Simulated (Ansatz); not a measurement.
Nb: pressure against volume per atom

All results are calculated (Ansatz 0.2.0 development build). Equation of state of a cubic crystal from periodic Kohn-Sham density functional theory without spin; pressure corrected for the finite basis.

Cell of the first row (space group Im-3m, No. 229):
```
Nb
1.0
     -1.6095     1.6095     1.6095
      1.6095    -1.6095     1.6095
      1.6095     1.6095    -1.6095
Nb
1
Direct
  0.00000 0.00000 0.00000
```

Settings of every row: formula Nb; structure type bcc; functional r2SCAN; spin treatment none; k mesh 14x14x14; occupation method fermi-dirac; occupation width 0.1 eV; wave cutoff 500 eV; datasets soft-1 PAW; density cutoff ratio 4.

Limits: modest k-mesh, values are not fully converged in k.

| row | volume per atom (Å³) | pressure (GPa) | energy above lowest point (meV/atom) |
| --- | --- | --- | --- |
| 1 | 16.679 | 15.9 | 64.01 |
| 2 | 17.223 | 9.082 | 21.87 |
| 3 | 17.767 | 3.099 | 1.4 |
| 4 | 18.311 | ? | ? |
| 5 | 18.855 | -6.775 | 15.34 |

Question: what pressure should row 4 give?

Worked fit of pressure. Take u = (V_r/V)^(2/3) − 1 with V_r = 17.495 Å³ an atom, which is twice the finite (Eulerian) strain; such expansions in the strain, on which the Birch-Murnaghan equation of state is built, carry the rest volume and the bulk modulus. The shown rows have u = 0.03236, 0.0105, -0.01023, -0.04868. Least squares give pressure = 5.9936 + 288.614 × u + 540.73 × u² GPa; a straight line predicts inner rows, each left out in turn, worse (root mean square 0.56 against 0.0034 GPa). The rows lie off it by 0.001, -0.002, 0.001, 0.000. The pressure vanishes at u = -0.0216, or V = 18.08 Å³ an atom, and there the bulk modulus at fixed shape and fractions is B = −V dP/dV = (2/3)(1 + u) dP/du = 173 GPa. The withheld row has u = -0.02993, so the fit gives 5.9936 + 288.614 × (-0.02993) + 540.73 × (-0.02993)² = -2.160 GPa.

The calculation gave -2.159 GPa. The fit lies 0.001 GPa (0.0044 % of the column's range) below it, one unit of the last digit.

The other values of row 4: energy above lowest point 0 meV/atom.
